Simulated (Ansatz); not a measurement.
## Cu2Sn2Pd: the change of energy above lowest point with volume scale

Free energy against uniform scaling of the volume at fixed shape and fractions; periodic cell, basis, potentials, k mesh and filling as listed. The results are calculated, by Ansatz 0.2.0.

The cell before it is scaled or strained (space group P-3m1, No. 164):
```
CELL_PARAMETERS angstrom
4.41590 0.00000 0.00000
-2.20790 3.82430 0.00000
0.00000 0.00000 5.52180
ATOMIC_POSITIONS crystal
Cu 0.33333 0.66667 0.70234
Cu 0.66667 0.33333 0.29766
Sn 0.33333 0.66667 0.20423
Sn 0.66667 0.33333 0.79577
Pd 0.00000 0.00000 0.50000
```

Settings of every row: functional LDA; dispersion none; potentials PAW; wave cutoff 500 eV; density cutoff 2000 eV; k mesh 6x6x4; k shift 0x0x0; occupations fermi dirac; smearing width 0.1 eV; spin none.

Limits: coarse k mesh, up to 40 meV an atom off; the cell comes from a prototype or a list of computed structures and needn't be the stable phase.

| row | volume scale | V (Å³/atom) | energy above lowest point (meV/atom) |
| --- | --- | --- | --- |
| 1 | 0.9 | 16.785 | 0.1 |
| 2 | 0.925 | 17.251 | 0 |
| 3 | 0.95 | 17.718 | 8.6 |
| 4 | 0.975 | 18.184 | 24.6 |
| 5 | 1 | 18.65 | 46.7 |
| 6 | 1.025 | 19.116 | 73.9 |
| 7 | 1.05 | 19.583 | ? |
| 8 | 1.075 | 20.049 | 140.6 |
| 9 | 1.1 | 20.515 | 178.7 |

Question: what energy above lowest point should row 7 give?

Worked fit of energy above lowest point. Take u = (V_r/V)^(2/3) − 1 with V_r = 18.417 Å³ an atom, which is twice the finite (Eulerian) strain; such expansions in the strain, on which the Birch-Murnaghan equation of state is built, carry the rest volume and the bulk modulus. The shown rows have u = 0.06381, 0.04457, 0.02613, 0.00852, -0.00835, -0.02453, -0.05503, -0.0694. Least squares give energy above lowest point = 34.92 − 1312.1 × u + 11499 × u² + 8011 × u³ meV/atom; a parabola predicts inner rows, each left out in turn, worse (root mean square 0.56 against 0.031 meV/atom). All shown rows lie on it to the printed digit. Its lowest point lies at u = 0.0540, or V = 17.02 Å³ an atom, and the curvature there gives the bulk modulus at fixed shape and fractions, B = (4/9)(1 + u)² E″(u)/V = 119 GPa. Letting shape and atoms relax would as a rule lower it, by much in layered, chain or molecular crystals. The withheld row has u = -0.0401, so the fit gives 34.92 − 1312.1 × (-0.0401) + 11499 × (-0.0401)² + 8011 × (-0.0401)³ = 105.5 meV/atom.

The calculation gave 105.4 meV/atom. The fit lies 0.1 meV/atom (0.056 % of the column's range) above it, one unit of the last digit.
